# Strictly correlated electrons on a segment: two electrons, four sites, three plans

Fix a density $n(x)$ of $N$ electrons on a line and ask how small the repulsion can be made. Any wavefunction with this density gives a symmetric probability $P=|\Psi|^2$ (summed over spins) whose one-particle marginal is $n/N$. Drop the wavefunction and keep the probability:

$$V^{\rm SCE}[n]=\min_{P\to n}\int W\,dP,\qquad W=\sum_{i<j}w(|x_i-x_j|).\tag{1}$$

This is an optimal transport problem with $N$ equal marginals, and $P$ is called a plan. Since every $|\Psi|^2$ is admissible, $V^{\rm SCE}[n]$ is a lower bound on the interaction energy of every state with density $n$. I use units with $e^2/4\pi\varepsilon_0\varepsilon_r=1$, so Coulomb repulsion is $w(d)=1/d$.

## The general statement

Let $N_e(x)=\int_{-\infty}^x n\,dx'$ be the cumulant, and let $n$ have no point masses. If $w(d)$ is convex and decreasing for $d>0$, the minimum in (1) is attained by a plan in which the position $x$ of one electron, distributed as $n/N$, fixes all the others:

$$f_i(x)=N_e^{-1}\big[(N_e(x)+i-1)\bmod N\big],\qquad i=1,\dots,N.\tag{2}$$

Neighbours are separated by exactly one electron's worth of density. Differentiating $N_e(f_i)=N_e(x)+{\rm const}$ gives $n(f_i)f_i'=n(x)$, so each map preserves the density. Seidl proposed this solution in 1999, and Colombo, De Pascale and Di Marino proved its optimality in 2015.

The dual problem asks for a one-body function $u$ with

$$\sum_i u(x_i)\le W(x_1,\dots,x_N)\quad\text{everywhere}.\tag{3}$$

Integrating (3) against any admissible plan gives $\int W\,dP\ge\int u\,n\,dx$. If a plan lives where (3) is an equality, both plan and $u$ are optimal, and $u$ is the Kantorovich potential. On such a plan $W-\sum u$ takes its minimum value, zero, so its gradient vanishes wherever $u$ is differentiable:

$$u'(x)=\sum_{i=2}^N w'(|x-f_i(x)|)\,{\rm sgn}(x-f_i(x)).\tag{4}$$

**Question.** *Which sign is that? Is $u$ the confining potential?*

It is minus the confining potential. The right side of (4) is minus the repulsive force on the electron at $x$, so the external potential $-u$ cancels that force and holds classical electrons in equilibrium on every configuration of the plan. The function $u$ itself plays the part of $\delta V^{\rm SCE}/\delta n$. Precisely, for any other density $\tilde n$ of $N$ electrons, (3) gives $V^{\rm SCE}[\tilde n]\ge\int u\,\tilde n=V^{\rm SCE}[n]+\int u\,(\tilde n-n)$, so $u$ is a subgradient of a convex functional.

## The smallest model

Take four sites with spacing $b$, two electrons, and occupation $1/2$ on every site. Double occupation is excluded because $w(0)=\infty$. Write $w_k=w(kb)$ and let $p_{ij}$ be the probability of the pair $(i,j)$. There are six unknowns and four independent conditions $\sum_j p_{ij}=1/2$. Their general solution is

$$p_{12}=p_{34}=\alpha,\quad p_{13}=p_{24}=\beta,\quad p_{14}=p_{23}=\gamma,\quad \alpha+\beta+\gamma=\tfrac12 .$$

The admissible plans form a triangle, and the cost

$$\langle W\rangle=2\alpha\,w_1+2\beta\,w_2+\gamma\,(w_1+w_3)$$

is linear, so the minimum sits at a corner. For numbers I use a GaAs wire with the typical permittivity $\varepsilon_r=12.9$ and an assumed spacing $b=50$ nm. Then $e^2/4\pi\varepsilon_0\varepsilon_r=111.6$ meV nm, and the energies in meV are the model's.

| corner | pairs | cost | Coulomb, in $1/b$ | meV |
|---|---|---|---|---|
| adjacent | (12), (34) | $w_1$ | $1$ | 2.23 |
| shifted | (13), (24) | $w_2$ | $1/2$ | 1.12 |
| nested | (14), (23) | $(w_1+w_3)/2$ | $2/3$ | 1.49 |

Each hypothesis removes one rival. A decreasing $w$ gives $w_2\le w_1$ and removes the adjacent plan. A convex $w$ gives $w_2\le(w_1+w_3)/2$ and removes the nested plan. The shifted plan $i\to i+2 \bmod 4$ wins, with $V^{\rm SCE}=w(2b)$.

Compare with (2). Spread each half electron evenly over a cell of width $b$. The density is uniform on a segment of length $L=4b$, the cumulant is $N_e=x/2b$, and $f_2(x)=(x+2b)\bmod 4b$. At the cell centres this is the shifted plan.

**Question.** *Why not three sites?*

With occupation $2/3$ on three sites the three pair probabilities are all forced to $1/3$. Nothing is left to optimise.

**Question.** *Is convexity needed, or only convenient?*

It cannot simply be dropped. Take the decreasing, concave $w=-d^2$. In units of $b^2$ the three corners cost $-1$, $-4$ and $-5$, and the nested plan wins.

Now the dual. We need four numbers with $u_i+u_j\le w_{|i-j|}$ and equality on the occupied pairs, $u_1+u_3=u_2+u_4=w_2$. Put $\delta=u_2-u_1$. The pair (23) gives $u_2+u_3=w_2+\delta\le w_1$, and the pair (14) gives $u_1+u_4=w_2-\delta\le w_3$. Hence

$$w_2-w_3\le\delta\le w_1-w_2.\tag{5}$$

The window is non-empty exactly when $2w_2\le w_1+w_3$, which is convexity again. For Coulomb it runs from $1/6$ to $1/2$ in units of $1/b$, that is from 0.37 to 1.12 meV. Equation (4) gives the slope $-w'(2b)$ in the left half, so $\delta=-b\,w'(2b)=1/4$, or 0.56 meV, inside the window. The choice $u_1=u_4=1/8$, $u_2=u_3=3/8$ satisfies every inequality: pair (14) has $1/4\le1/3$, pair (23) has $3/4\le1$, pairs (12) and (34) have $1/2\le 1$. Its dual value $\tfrac12\sum_iu_i=1/2$ equals the cost of the shifted plan.

**Question.** *So on the lattice the potential is not unique. Where does (4) come from?*

From closing the window. Keep the electron spacing $a=L/2$ and refine the grid. The same two inequalities for neighbouring sites in the left half give $w(a)-w(a+b)\le u_{i+1}-u_i\le w(a-b)-w(a)$. Divide by $b$ and let $b\to0$: both bounds tend to $-w'(a)$.

## $N$ electrons, uniform density, full proof

Let $n=1/a$ on $[0,L]$ with $L=Na$. Then (2) reads $f_i(x)=(x+(i-1)a)\bmod L$: a rigid comb $x_j=x_0+ja$, $j=0,\dots,N-1$, with $x_0$ uniform on $[0,a]$. A comb has $N-k$ pairs at distance $ka$, so its cost is

$$V=\sum_{k=1}^{N-1}(N-k)\,w(ka).\tag{6}$$

An electron in cell $j$, that is $ja<x<(j+1)a$, has $j$ partners on the left and $N-1-j$ on the right. Equation (4) then gives a constant slope in each cell,

$$s_j=\sum_{k=1}^{j}w'(ka)-\sum_{k=1}^{N-1-j}w'(ka),\qquad \sum_js_j=0.\tag{7}$$

I now show that the continuous piecewise linear $u$ with these slopes satisfies (3), taking $w$ differentiable.

*Step one uses convexity.* Order an arbitrary configuration, $x_0\le\dots\le x_{N-1}$. For a pair whose labels differ by $k$, bound $w$ by its tangent at $ka$: $w(d)\ge w(ka)+w'(ka)(d-ka)$. In the sum over pairs, $x_j$ appears with $+w'(ka)$ for $k\le j$ and with $-w'(ka)$ for $k\le N-1-j$. Therefore

$$W\ge C+\sum_j s_jx_j,\qquad C=\sum_{k=1}^{N-1}(N-k)\,[w(ka)-ka\,w'(ka)].$$

*Step two uses monotonicity.* From (7), $s_{j+1}-s_j=w'((j+1)a)+w'((N-1-j)a)\le0$. The slopes fall, so $u$ is concave and lies below each of its linear pieces: $u(x)\le s_jx+b_j$ for all $x$ and $j$, where $b_j$ is the intercept of piece $j$. Fix the free constant in $u$ by $\sum_jb_j=C$. Then $\sum_ju(x_j)\le\sum_js_jx_j+C\le W$, which is (3).

*Step three.* On a comb every distance equals its tangent point and $x_j$ lies in cell $j$, so both inequalities are equalities. The comb plan is optimal and $V^{\rm SCE}$ is given by (6). If $w$ is strictly convex, equality forces all distances to be exactly $ka$, and the marginal then forces $x_0$ to be uniform, so the symmetric optimal plan is unique.

The constant has a closed form. Evaluate $\int n\,x\,u'\,dx$ twice. Cell by cell it is $a\sum_j(j+\tfrac12)s_j=\sum_k(N-k)\,ka\,w'(ka)$. By parts it is $Nu(L)-\int n\,u\,dx=Nu(L)-V$. With $u(0)=u(L)$, which follows from $\sum_js_j=0$,

$$N\,u(0)=\sum_{k=1}^{N-1}(N-k)\,[w(ka)+ka\,w'(ka)].\tag{8}$$

For Coulomb repulsion each bracket vanishes, so $u(0)=u(L)=0$ for every $N$, and (6) becomes $V=N(H_N-1)/a$ with $H_N=\sum_{k=1}^N1/k$. For $N=2$, $u=x/a^2$ in the left half; with $a=2b$ its values at the cell centres $b/2$ and $3b/2$ are the $1/8$ and $3/8$ used above.

For $N=3$, in units $a=1$: the slopes are $5/4$, $0$, $-5/4$, and

$$u(x)=\min\left(\tfrac54x,\ \tfrac54,\ \tfrac{15}{4}-\tfrac54x\right).$$

The intercepts add up to $C=5$. The dual value is $5/8+5/4+5/8=5/2$, equal to the primal value $2\cdot1+1/2$. In the GaAs model with $a=100$ nm and $L=300$ nm (assumed), the unit $1/a$ is 1.116 meV, $V^{\rm SCE}=2.79$ meV, and $-u$ is a flat-bottomed trough 1.40 meV deep.

**Question.** *One electron per cell seems the main point. Does the rigid locking matter?*

It does. For $N=2$ put one electron in each half and let them move independently. The distance then has a triangular distribution on $[0,2a]$ with mean $a$, and $\langle 1/d\rangle=2\ln2/a=1.386/a$, against $1/a$ for the comb. There is a two-line proof hiding here. For any plan, $\langle|x-y|\rangle\le\langle|x-a|\rangle+\langle|y-a|\rangle=a$, and Jensen's inequality with monotonicity gives $\langle w\rangle\ge w(\langle d\rangle)\ge w(a)$. The comb has the largest possible mean distance and no spread.

**Question.** *Many one-dimensional calculations use the soft-Coulomb form $w=(d^2+s^2)^{-1/2}$, which is not convex.*

It is concave for $d<s/\sqrt2$, so the general theorem does not cover it. For the uniform density the proof needs less: the tangents at $ka$ must lie below $w$ for all $d\ge0$. For $a\ge s/\sqrt2$ the tangent lies below $w$ on the convex part, and on the concave part the gap is concave, so it is enough to test $d=0$: $w(a)-a\,w'(a)\le1/s$. With $t=a^2/s^2$ this is $(2t+1)^2\le(t+1)^3$, or $t^2-t-1\ge0$. The comb is therefore optimal whenever $a\ge1.272\,s$, the square root of the golden ratio; the tangents with $k\ge2$ then pass too. This condition is sufficient, and I do not claim it is necessary. With an assumed $s=10$ nm it holds easily, and $w(a)$ falls by only 0.5 per cent.

**Question.** *A real wire has a gate nearby.*

A metal plane at distance $D$, with the same dielectric up to the metal, adds an image: $w=1/d-(d^2+4D^2)^{-1/2}$. Here $w'=-1/d^2+d\,(d^2+4D^2)^{-3/2}<0$, and $w''=2/d^3-(2d^2-4D^2)(d^2+4D^2)^{-5/2}>0$ because the subtracted term is below $2/d^3$. The maps (2) do not depend on $w$, so only the values change. For an assumed $D=60$ nm, $w(a)=0.360/a$ and $w(2a)=0.071/a$, and (6) gives $V^{\rm SCE}=0.88$ meV. The bare Coulomb model overstates this gated model by about a factor of three.

**Question.** *And the kinetic energy? How far is such a wire from this limit?*

Two separate remarks. First, a density with sharp edges has infinite kinetic energy, so the uniform segment is an idealisation of a density with rounded edges; problem (1) itself is well posed for it. Second, strict locking must be relaxed by zero-point motion about the comb, and we can estimate its size. Inside the cells $u''=0$, so the Hessian of $W-\sum u$ is that of $W$. For $N=3$, with $\kappa_k=w''(ka)$, the eigenvalues are $0$ for the sliding of the comb, $\kappa_1+2\kappa_2$ for the pattern $(1,0,-1)$, and $3\kappa_1$ for $(1,-2,1)$. For Coulomb these are $5/2$ and $6$ in units of $1/a^3$. With effective mass $m^*$ and effective Bohr radius $a^*=4\pi\varepsilon_0\varepsilon_r\hbar^2/m^*e^2$, an eigenvalue $\lambda/a^3$ gives $\hbar\omega=\sqrt{\lambda\,a^*/a}$ in units of $1/a$. The harmonic zero-point energy is

$$E_{\rm zp}=\tfrac12\left(\sqrt{5/2}+\sqrt6\right)\sqrt{a^*/a}\ \frac1a=2.015\,\sqrt{a^*/a}\ \frac1a .$$

The typical GaAs mass $m^*=0.067\,m_e$ gives $a^*=10.19$ nm and $\sqrt{a^*/a}=0.319$, so $E_{\rm zp}\approx0.7$ meV, about a quarter of the 2.79 meV. I trust one figure only: the oscillator length $\sqrt{\hbar/m^*\omega}$ of the softer mode is $0.45\,a$, so the motion reaches the kinks of $u$ and the ends of the segment, which the harmonic estimate ignores. With the gate at 60 nm the eigenvalues change little, to 2.25 and 5.82, and $E_{\rm zp}$ is again about 0.7 meV, now against 0.88 meV. For these inputs the strictly correlated value remains a rigorous lower bound on the model's interaction energy, but it dominates the total only in the ungated case, where the zero-point share falls slowly with dilution, as $\sqrt{a^*/a}$.